\paragraph{Units and the charge.} Atomic units (hartree, bohr), clamped nuclei, no relativity. One electron moves in the field of two nuclei of charge $Z$ at distance $R$. The substitution $\mathbf r\to\mathbf r/Z$ maps the electronic energy onto that of H$_2^+$ at $\rho=ZR$:
\begin{equation}
E_Z(R)=Z^2E(\rho)\sim Z^2\sum_{N\ge0}E_N\,s^{-N},\qquad s=2\rho=2ZR .
\end{equation}
Here $E_0=-1/2$ and $E_1=-2$, the latter being the attraction $-Z/R$. Nuclear repulsion cancels it only for $Z=1$; otherwise $Z(Z-1)/R$ is left, $6/R$ for Li$_2^{5+}$. The general statement concerns the ground state: $E_N\sim-e^{-2}(N+1)!$, tied to the square of the gerade--ungerade gap, a link pointed out by Br\'ezin and Zinn-Justin (1979). The gerade and ungerade levels share all the $E_N$.

\paragraph{Why two levels are not enough.} The matrix with site energy $\epsilon$ and hopping $-t$ has eigenvalues $\epsilon\mp t$ and no term in $t^2$. An imaginary part $\pi t^2$ is not even an energy until it is multiplied by a density of levels. The model needs the whole ladder of levels on each nucleus, and the separated equation supplies it.

\paragraph{Where the ladder comes from.} Put $E=-1/(2n^2)$, $r=\rho/n$, and let $\eta\in[0,2]$ be the angular spheroidal coordinate counted from nucleus $a$. With $w=\eta(2-\eta)$ and $\Phi=\sqrt w\,Y$, the $m=0$ equation is
\begin{equation}
\Phi''=\Big[\frac{r^2}{4}-r\beta_2\Big(\frac1\eta+\frac1{2-\eta}\Big)-\frac1{w^2}\Big]\Phi,\qquad n=\beta_1+\beta_2,
\end{equation}
where $\beta_1$ belongs to the radial coordinate and $\beta_1,\beta_2\to\frac12$ at large $r$. Near $a$, with $x=r\eta$ and index $\beta=\frac12+\delta$, the regular solution is a Whittaker function, and at large $x$
\begin{equation}
M_{\beta,0}(x)\simeq\frac{e^{x/2}x^{-\beta}}{\Gamma(-\delta)}+e^{-i\sigma\pi\delta}\,\frac{e^{-x/2}x^{\beta}}{\Gamma(1+\delta)} .
\end{equation}
The phase on a real function is the step that textbooks skip. The growing exponential carries a divergent series of one sign, whose Borel sum exists only for $x\pm i0$; $\sigma=\pm1$ labels the side. To first order in $\delta$ the Kummer function is $1-\delta[\mathrm{Ei}(x)-\ln x-\gamma_E]$, with $\gamma_E$ Euler's constant, while the Borel sum of $e^x\sum_kk!/x^{k+1}$ is $\mathrm{Ei}(x)-i\sigma\pi$. The missing $i\sigma\pi$ is the phase. Accordingly $\delta$ is counted from the Borel sum of the power series, not from a real number.

Between the nuclei the solutions are $D^{\pm1}$ with $D=e^{-r\eta/2}[\eta/(2-\eta)]^{\beta}$, to leading order in $1/r$. For small $\eta$, $e^{-x/2}x^\beta=(2r)^\beta D$. At $\eta=1$ the two pieces are equal for $g$ and opposite for $u$. With $1/\Gamma(-\delta)=-\Gamma(1+\delta)\sin(\pi\delta)/\pi$,
\begin{equation}
1=\mp T\,[\pi\cot\pi\delta-i\sigma\pi],\qquad T=\frac{(2r)^{1+2\delta}e^{-r}}{\Gamma(1+\delta)^2},
\end{equation}
upper sign for $g$. Since $E\simeq-\frac12-1/\rho$ gives $1/n\simeq1+1/\rho$, one has $r\simeq\rho+1$. This shift is the whole origin of the factor $1/e$: at $\delta=0$, $T\simeq s\,e^{-1-s/2}$.

\paragraph{The model.} Freeze $T$ at $T(s)=s\,e^{-1-s/2}$ and convert quantum number to energy by $dE/dn=1/n^3=1$. Each term of (4) is then elementary. Two ladders with levels at all integers $k$, every level of one coupled by $-T$ to every level of the other (one such ladder is the Bixon--Jortner model), obey $1=\mp T\sum_k(\delta-k)^{-1}=\mp T\pi\cot\pi\delta$ exactly. The subtracted $i\sigma\pi$ is what the same sum becomes for a continuum of unit density. The power series cannot see that the far nucleus quantises its levels; its Borel sum acts like a level facing a continuum, and (4) takes that width out again. Because $(\cot\pi\delta-i\sigma)^{-1}=(e^{2i\sigma\pi\delta}-1)/(2i\sigma)$, the solution is closed:
\begin{equation}
e^{2i\sigma\pi\delta}=1\mp2\pi i\sigma T,\qquad
\delta_{g,u}=\mp\frac{\arctan2\pi T}{2\pi}-\frac{i\sigma}{4\pi}\ln(1+4\pi^2T^2).
\end{equation}
The levels $E_{g,u}=E_B+\delta_{g,u}$ are real. The imaginary part of $\delta$ is the same for $g$ and $u$, so a single Borel sum $E_B$ can cancel both. Eliminating $T$ in favour of the gap $\Delta=\pi^{-1}\arctan2\pi T$,
\begin{equation}
\mathrm{Im}\,E_B=-\frac{\sigma}{2\pi}\ln\cos\pi\Delta=\sigma\pi\Big(\frac\Delta2\Big)^2\Big[1+\frac{\pi^2\Delta^2}{6}+\dots\Big].
\end{equation}
This is exact in the model. To leading order $\Delta=2T=(4/e)\rho\,e^{-\rho}$. In the ion the dependence of $T$ on $\delta$ adds real terms $T^2\ln r$ and $\rho T^2$, common to $g$ and $u$, and alters the orders beyond $T^2$, so only the first term of (6) carries over.

\paragraph{The charge factor.} Undoing the scaling multiplies both the gap and the imaginary part by $Z^2$:
\begin{equation}
\Delta E=\frac4e\,Z^3R\,e^{-ZR},\qquad |\mathrm{Im}\,E_B|=\frac{\pi}{Z^2}\Big(\frac{\Delta E}{2}\Big)^2 .
\end{equation}
This is a golden-rule half-width $\pi t^2\varrho$ with $t=\Delta E/2$ and $\varrho=dn/dE=n^3/Z^2$ at $n=1$. The form $\pi(\Delta E/2)^2$ hides a density of one level per hartree and is too large by a factor of 9 for lithium.

\paragraph{Dispersion relation, with its sign.} Let the model's $E_B(s)$ be analytic off the positive axis and tend to $E_0$. Cauchy's theorem gives
\begin{equation}
E_B(s)=E_0-\frac1\pi\int_0^\infty\frac{\mathrm{Im}\,E_B(y+i0)}{s-y}\,dy,\qquad
E_N=-\frac1\pi\int_0^\infty y^{N-1}\,\mathrm{Im}\,E_B(y+i0)\,dy .
\end{equation}
The side $s+i0$ is $\sigma=+1$, where (6) is positive, so every $E_N$ of the model is negative. The term $\pi T^2=\pi e^{-2}y^2e^{-y}$ gives
\begin{equation}
E_N=-e^{-2}(N+1)!,\qquad E_B=E_0-e^{-2}\big[s^2e^{-s}\mathrm{Ei}(s)-s-1\big]+i\sigma\pi e^{-2}s^2e^{-s},
\end{equation}
for $N\ge1$, using $y^2/(s-y)=s^2/(s-y)-s-y$. The next term of the logarithm, $-2\pi^3T^4$, lowers $|E_N|$ by the fraction $2\pi^2e^{-2}(N+2)(N+3)/2^{N+4}$, which is $2.4\times10^{-5}$ at $N=22$. The integrand peaks at $y=N+1$: order $N$ probes the distance $ZR\approx N/2$, and this is why the leading large-$R$ form of the gap suffices at large $N$.

\paragraph{The smallest term.} Successive terms of (9) have the ratio $(N+2)/s$, which reaches one at $N^*=s-2=2ZR-2$. For integer $s$ the terms $N^*$ and $N^*+1$ are equal, and Stirling's formula gives
\begin{equation}
Z^2e^{-2}\,\Gamma(s)\,s^{2-s}\simeq Z^2e^{-2}\sqrt{2\pi}\,s^{3/2}e^{-s}=\sqrt{\frac{2}{\pi s}}\;|\mathrm{Im}\,E_B| .
\end{equation}
The order is $Z^{7/2}R^{3/2}e^{-2ZR}$, smaller than the imaginary part by a half power of $R$. There is no conflict: partial sums are real and approach the principal value, the real part of (9). After the sum through $N^*$ the remainder of $\sum_N(N+1)!\,s^{-N}$ is $s^{-N^*}\,\mathrm P\!\int y^{s}e^{-y}(s-y)^{-1}dy$; the Gaussian centred on the pole cancels, and the cubic term $(y-s)^3/(3s^2)$ in the exponent leaves $-1/3$ of the last term kept.

\paragraph{Numbers for Li$_2^{5+}$.} The model's values for $Z=3$, energies in hartree, beside the leading induction term $36Z^2/s^4$ derived below:
\begin{center}
\begin{tabular}{cccccc}
$R/a_0$ & $\Delta E$ & $|\mathrm{Im}\,E_B|$ & $N^*$ & smallest term & $36Z^2/s^4$\\\hline
3 & $1.47\times10^{-2}$ & $1.89\times10^{-5}$ & 16 & $3.57\times10^{-6}$ & $3.09\times10^{-3}$\\
4 & $9.76\times10^{-4}$ & $8.32\times10^{-8}$ & 22 & $1.36\times10^{-8}$ & $9.77\times10^{-4}$\\
5 & $6.08\times10^{-5}$ & $3.22\times10^{-10}$ & 28 & $4.71\times10^{-11}$ & $4.00\times10^{-4}$
\end{tabular}
\end{center}
At $R=4a_0$, $s=24$ and $T=5.42\times10^{-5}$; the gap is 26.6 meV. The smallest term is $1.360\times10^{-8}$ from the factorial and $1.355\times10^{-8}$ from Stirling's form, the ratio in (10) is 0.163, and the remainder evaluated from (9) is $-0.33$ of the last term. H$_2^+$ at $12a_0$ has the same $s$ and $N^*$, with all energies 9 times smaller. That gap and induction term nearly coincide at this distance is an accident of $s=24$, but the lesson is general: the series misses each level by $\Delta E/2\sim e^{-ZR}$ long before its divergence, of order $e^{-2ZR}$, matters. It approximates the mean of $g$ and $u$.

\paragraph{The true coefficients.} They need no basis set. With $\varepsilon=1/(2r)$, $v=x(1-\varepsilon x)$ and $Y=e^{-x/2}\sum_jf_jx^j$, the equation $(vY')'+[d+\frac12+(c-1)\varepsilon x-v/4]Y=0$ becomes
\begin{equation}
(j+1)^2f_{j+1}+[d-j-\varepsilon j(j+1)]f_j+\varepsilon(j-1+c)f_{j-1}=0 .
\end{equation}
The angular equation has $c=1$, $d=\beta_2-\frac12$; the radial one has $\varepsilon\to-\varepsilon$, $c=1-2n$, $d=\beta_1-\frac12$. Solving order by order with $f_0=1$, $f_j=O(\varepsilon^j)$ gives $n(\varepsilon)=1-2\varepsilon+2\varepsilon^2-38\varepsilon^4-\dots$. Since $\varepsilon=n/s$, Lagrange inversion yields $E_N=[\varepsilon^N]\,n^{N-2}/(N-2)$ for $N\ge3$, where $[\varepsilon^N]$ picks a coefficient. One finds $E_2=E_3=E_5=0$ and
\begin{center}
\begin{tabular}{ccccccc}
$N$ & 4 & 6 & 7 & 8 & 9 & 10\\\hline
$-E_N$ & 36 & 480 & 6816 & 31020 & 453888 & 5424576\\
$-E_N/[e^{-2}(N+1)!]$ & 2.22 & 0.70 & 1.25 & 0.63 & 0.92 & 1.00
\end{tabular}
\end{center}
``One sign'' thus means: the nonzero coefficients listed are negative, and so are all at large $N$. The 1.00 at $N=10$ is a crossing, not convergence, since corrections of relative order $1/N$ remain. Equation (9) gives the model's coefficients only at large $N$, and the model's low orders are not those of the ion: at $N=1$ the leading term (9) gives $-2e^{-2}=-0.271$, the full imaginary part $(4\pi)^{-1}\ln(1+4\pi^2T^2)$ in (8) gives $-0.155$, and the ion has $E_1=-2$.

\paragraph{Second-order induction does not give $(N+1)!$.} Give the far nucleus the charge $\lambda$ in scaled units. For the multipole $-\lambda x^lP_l/\rho^{\,l+1}$, with $x$ now the distance from $a$, the first-order function is $\lambda\rho^{-l-1}[x^l/l+x^{l+1}/(l+1)]P_l\psi_{1s}$, and with $N=2l+2$
\begin{equation}
E_N^{(2)}=-2\lambda^2\,(N-1)!\,\frac{N+2}{N-2},\qquad N=4,6,8,\dots
\end{equation}
This reproduces 36 and 480, but it grows only as $(N-1)!$. Repeat the matching with indices $\frac12+\delta$ at $a$ and $\lambda-\frac12$ at $b$, and $r\simeq\rho+\lambda$. The two wells are now detuned, and
\begin{equation}
\delta=\pi T_\lambda^2\,[\cot\pi(\lambda-1)-i\sigma],\qquad T_\lambda^2=\frac{s^{2\lambda}e^{-s-2\lambda}}{\Gamma(\lambda)^2}:
\end{equation}
one level against one ladder. The cotangent has a pole at resonance, $\lambda=1$, which turns into the gap; the imaginary part passes through it smoothly and equals $\pi T^2$ there. Parity makes $\rho\to-\rho$ equivalent to $\lambda\to-\lambda$ in every multipole term, so a mirror cut lies on the negative axis. Taking these two cuts,
\begin{equation}
E_N(\lambda)\sim-\frac{e^{-2\lambda}\Gamma(N+2\lambda)}{\Gamma(\lambda)^2}-(-1)^N\frac{e^{2\lambda}\Gamma(N-2\lambda)}{\Gamma(-\lambda)^2}.
\end{equation}
At order $\lambda^2$ this is $-2(N-1)!$ for even $N$ and zero for odd $N$, the large-$N$ limit of (12). The two extra powers of $N$ at $\lambda=1$ come from $s^{2\lambda}$, the distortion of the orbital tail by the far nucleus summed to all orders in $\lambda$. At $\lambda=1$ the alternating term would be down by $N^{-4}$, and its coefficient $1/\Gamma(-1)^2$ vanishes as well, so what survives of it is smaller still. The model omits this cut altogether.

\paragraph{How far the model carries.} Equations (5), (6) and (8) are exact for the model; for the ion, (7), (9) and (10) are leading terms with relative corrections in powers of $1/(ZR)$. The first correction factor to the gap is approximately $1+1/(2ZR)$, as typical knowledge, so at $ZR=12$ the model's gap lies low by at most about 4 per cent and its imaginary part by about twice that; one or two figures of those columns apply to Li$_2^{5+}$. Relativity changes the induction term by a fraction of order $(Z\alpha)^2=4.8\times10^{-4}$, with $\alpha$ the fine-structure constant. At $R=4a_0$ that is roughly $5\times10^{-7}$ hartree, above both the imaginary part and the smallest term, which are therefore properties of the Schr\"odinger series and not of the ion's spectrum.